Q: I have a calculated slab of Bi₂Se₃ whose atoms were allowed to relax, and its surface shrinks. Before I ask why, which planes am I looking at?

Bi₂Se₃ (001) slab of nine planes (Bi₄Se₅) with Bi on both faces, all atoms relaxed, calculated with Ansatz 0.2.0: PBE+D3(BJ), scalar-relativistic, no spin polarization, PAW, 420 eV cutoff, 9×9×1 k mesh, 0.05 eV Gaussian smearing, 15 Å vacuum. Planes are numbered from bottom to top, and spacing changes are relative to the relaxed bulk crystal.

```
row  relaxed plane number  relaxed plane spacing to next (Å)  relaxed plane spacing change (Å)
  1                     1                              1.459                            -0.113
  2                     2                              2.439                            -0.064
  3                     3                              1.581                             0.008
  4                     4                              1.911                            -0.011
  5                     5                              1.911                            -0.011
  6                     6                              1.581                             0.008
  7                     7                              2.439                            -0.064
  8                     8                              1.459                            -0.113
  9                     9                                n/a                               n/a
```

A: Bi₂Se₃ is built of layers five planes thick, in the order Se-Bi-Se-Bi-Se. Strong bonds hold each layer together, and weak van der Waals attraction holds one layer to the next. This slab has one whole layer in the middle and, on either side of it, a Bi-Se pair left over from a layer that was cut through. The crystal cleaves naturally at the weak gaps, so this Bi-ended surface is not the one you get by peeling a flake.

Row 1 is the spacing inside the outer pair, row 2 is the van der Waals gap, and rows 3 and 4 lie inside the middle layer. The "relaxed plane spacing change" compares each spacing with its value in the bulk crystal, and a negative sign means that the planes moved together. Rows 5 to 8 are the mirror image of rows 4 to 1, so the table holds four independent results. Each plane has only one atom per surface cell, so no plane can buckle.

Q: I know this behaviour from metals. The first spacing closes, the second opens, the third closes, and the effect dies away. The unrelaxed slab even comes out metallic. Isn't this the same thing?

A: It is a natural first idea. At many metal surfaces the electrons smooth themselves out over the cut and draw the outer plane inward, and the planes below respond with a damped alternation. Here the second spacing should then open, but it closes by 0.064 Å. The signs run close, close, open, close.

The structure also gives a reason to distrust the picture. It suits a stack in which every plane is bound to the next in much the same way. Here a strong bond is followed by a weak gap, so there is no reason to expect the pattern of a metal.

Q: Then let me try the opposite idea. The van der Waals gap is the soft spot of the crystal, so the slab shrinks there.

A: If softness alone decided, the gap would change most. In fact the spacing inside the outer Bi-Se pair closes by 0.113 Å, nearly twice as much as the gap. Relative to the starting spacings the contrast is sharper still, about 7% against less than 3%. Softness tells you how far a spacing gives way under a certain pull, but you also need to know the pull.

Q: Can the pull be found, or is it just a way of speaking?

A: It can be found from the forces on the atoms before they were allowed to move. Choose a spacing and add up the forces on all planes outside it. That sum is the net pull that tries to close the spacing, and the spacing must build up an equal resistance before the atoms come to rest. If each plane is treated as joined by a spring only to its neighbours, then

change of spacing = −pull / stiffness.

Take the lower surface and count inward forces as positive. The outer Bi is drawn inward with 0.523 eV/Å, and this is the whole pull on the first spacing. The Se above it is drawn outward, towards that Bi, with 0.445 eV/Å. The pull on the gap is therefore only 0.523 − 0.445 = 0.078 eV/Å.

Q: So the gap closes because a small pull acts on a soft spring, and the outer pair because a large pull acts on a stiff one?

A: In the spring picture, yes, and the two stiffnesses can be estimated. The first spacing gives 0.523/0.113, or about 4.6 eV/Å². If the gap were equally stiff, it would close by 0.078/4.6, about 0.017 Å. The calculation gives almost four times as much, so within this spring picture the gap is almost four times softer than the outer Bi-Se spacing.

That softness is inferred from the gap's own change, so it is not an independent success of the model, and the ratio would shift if the shortening of the outer bond itself acted on the gap. It does agree with what is known of van der Waals gaps. A better test is the middle layer, whose spacings are also held by Bi-Se bonds, though those of the fourth spacing are longer and weaker.

Q: And does the stiffness of the outer pair work there?

A: It gives the rough size, while in this model the direction follows from the pull alone. The pull on the third spacing is outward, and the model makes that spacing open by 0.011 Å, where the calculation gives 0.008 Å. The fourth spacing is predicted to close by 0.009 Å and closes by 0.011 Å. Neither row was used to set the stiffness.

I would not read more into these two values. The misses are a few thousandths of an ångström, but that is a fifth to two fifths of the changes themselves. The forces left at the end of the relaxation are not given, so I can't say how much of the mismatch belongs to the springs. What stands is that the middle layer stays close to its bulk shape.

Q: Something bothers me. You said that the Se of the outer pair is drawn outward. Does it move outward?

A: It moves inward, by 0.067 Å measured from the centre of the slab. The outward force on it comes mostly from its bond to the outer Bi, which wants to be shorter. The Bi travels 0.180 Å inward, the bond reaches its new length, and that force fades. What remains is the small pull on the pair as a whole, and it carries both atoms towards the middle layer.

This is why the first force on an atom can mislead you about where the atom will end up. A strong bond settles its own length, largely at the expense of the atom that is freer to move. The weak gap then responds to whatever force is left over for the pair.

Q: Is it safe to use the initial forces in this way, when the atoms move by more than a tenth of an ångström?

A: The energy offers a check. If the forces fade in proportion to the movement, the energy gained is half of pull times closing distance, summed over all spacings. This gives 0.065 eV per slab, and the two calculated free energies, the quantity that belongs with the forces when smearing is used, differ by 0.068 eV. The estimate is 5% below the calculated gain, so a linear response describes the outer pairs well. The gaps add too little energy for this check to test them.

The check supports the linear response, but it does not prove that only neighbouring planes act on each other. It also shows where the energy goes: about nine tenths of the estimated gain comes from the two outer Bi-Se pairs. The closing of the gaps is easy to see in the geometry but contributes little energy. The printed analysis after this text gives the pulls and stiffnesses for every spacing.

Q: Why does the outer Bi-Se bond want to be shorter in the first place?

A: In the bulk each Bi has six Se neighbours, three close ones on one side and three more distant ones on the other. The cut removes the three distant ones. An atom that loses some of its bonds usually draws its remaining neighbours closer. Here each long bond lies roughly opposite a short one and competes with it for the same Bi p orbital, so removing the long bond is expected to let the short one contract. The calculated bond shortens from 2.86 to 2.80 Å, as this argument leads you to expect.

The numbers show the shortening and the force behind it. For the link to the lost neighbours, the table offers a comparison. The Bi in the middle layer keeps all six, and the spacing of its short bonds changes by only 0.008 Å. That fits the argument but does not prove it, because this Bi also lies deeper in the slab. Shorter has not meant stiffer, either: the outer spacing gives 4.6 eV/Å² and the third spacing, which starts from the same bond length, gives 6.6 eV/Å², though that second value rests on a very small change. The calculation also leaves out spin-orbit coupling, which is strong in Bi and could alter the size of the force.

Q: If I meet another layered crystal, how should I think about its surface?

A: One slab can't make a rule, but it suggests two questions. First, which plane has lost strong bonds? That is where I would look for a large pull, and for a response of the bonds that remain beside it. Second, how much of the pull is left once the forces within that bonded group have been added up? Even a small remainder can visibly move a weak gap.

Q: That leaves the remainder itself. Why is the Bi-Se pair drawn towards the middle layer at all?

A: The table leaves that open. The slab has one Se too few for two complete Bi₂Se₃ layers, which by formal charges leaves about one extra electron at each face. Such electrons would also explain why the unrelaxed slab is metallic. My guess is that they help to bind the pair across the gap. The initial forces give a hint of how: in the middle layer the Se facing the gap is drawn outward with 0.130 eV/Å and the Bi behind it is pushed inward with 0.093 eV/Å. That is the pattern to expect if some charge has passed to the middle layer and left the pair positive, so that the two attract. No charges are given, so this remains a guess. Dispersion is a less obvious source. The atoms that were cut away no longer attract the middle layer, and that loss by itself should let the gap open. Dispersion could help to close it only if the atoms left at the surface attract more strongly than they do in the bulk. The calculation kept all electrons paired, so a magnetic surface state was not tried either. The slab is also thin, and its small surface cell can't show a rearrangement with a larger repeat.

The pull is also a small difference between two large forces, and in the relaxation run the program warned of a rough exchange-correlation potential where the electron density is thin. Its size should first be confirmed with finer settings. The dispersion correction is a separate term in this method, so its share of the pull on the gap can then be printed by itself. Dispersion attracts across any such gap, even at rest, where repulsion balances it. The share should therefore be compared with that in a slab of whole layers with the same spacings. If the attraction is no stronger here, the pull must come from the other forces, and the extra electrons become the first suspect.

The analysis program printed:

```
Spacings before relaxation and forces:
  row  unrelaxed spacing (angstrom)  change (%)  initial force on plane (eV/angstrom)  closing pull on spacing (eV/angstrom)
    1                         1.572      -7.188                                0.5229                                 0.5229
    2                         2.503      -2.557                               -0.4451                                0.07775
    3                         1.573      0.5086                               -0.1304                               -0.05263
    4                         1.922     -0.5723                               0.09273                                 0.0401
    5                         1.922     -0.5723                              -1.6e-06                                 0.0401
    6                         1.573      0.5086                              -0.09272                               -0.05262
    7                         2.503      -2.557                                0.1304                                0.07776
    8                         1.572      -7.188                                0.4451                                 0.5229
    9                           n/a         n/a                               -0.5229                                5.4e-06
One stiffness taken from row 1:
  row  predicted change (angstrom)  computed change (angstrom)  miss (angstrom)  own stiffness (eV/angstrom^2)
    1                       -0.113                      -0.113        1.388e-17                          4.627
    2                      -0.0168                      -0.064           0.0472                          1.215
    3                      0.01137                       0.008         0.003373                          6.579
    4                    -0.008665                      -0.011         0.002335                          3.645
    5                    -0.008665                      -0.011         0.002335                          3.645
    6                      0.01137                       0.008         0.003372                          6.578
    7                      -0.0168                      -0.064           0.0472                          1.215
    8                       -0.113                      -0.113       -1.167e-06                          4.627
    9                   -1.167e-06                         n/a              n/a                            n/a
Change of the gap divided by change of the outer Bi-Se spacing: 0.5664
Pull on the gap divided by pull on the outer Bi-Se spacing: 0.1487
Stiffness of the outer Bi-Se spacing divided by that of the gap: 3.809
Inward travel of plane 1, Bi (angstrom): 0.18
Inward travel of plane 2, Se (angstrom): 0.067
Inward travel of plane 3, Se (angstrom): 0.003
Outer Bi-Se bond before relaxation (angstrom): 2.863
Outer Bi-Se bond after relaxation (angstrom): 2.802
Change of the outer Bi-Se bond (angstrom): -0.06046
Computed energy gain of relaxation (eV per slab): 0.0683
Energy gain from linear response (eV per slab): 0.06493
Linear-response gain divided by computed gain: 0.9506
Share of the two outer Bi-Se spacings in the linear-response gain (%): 91.01
```
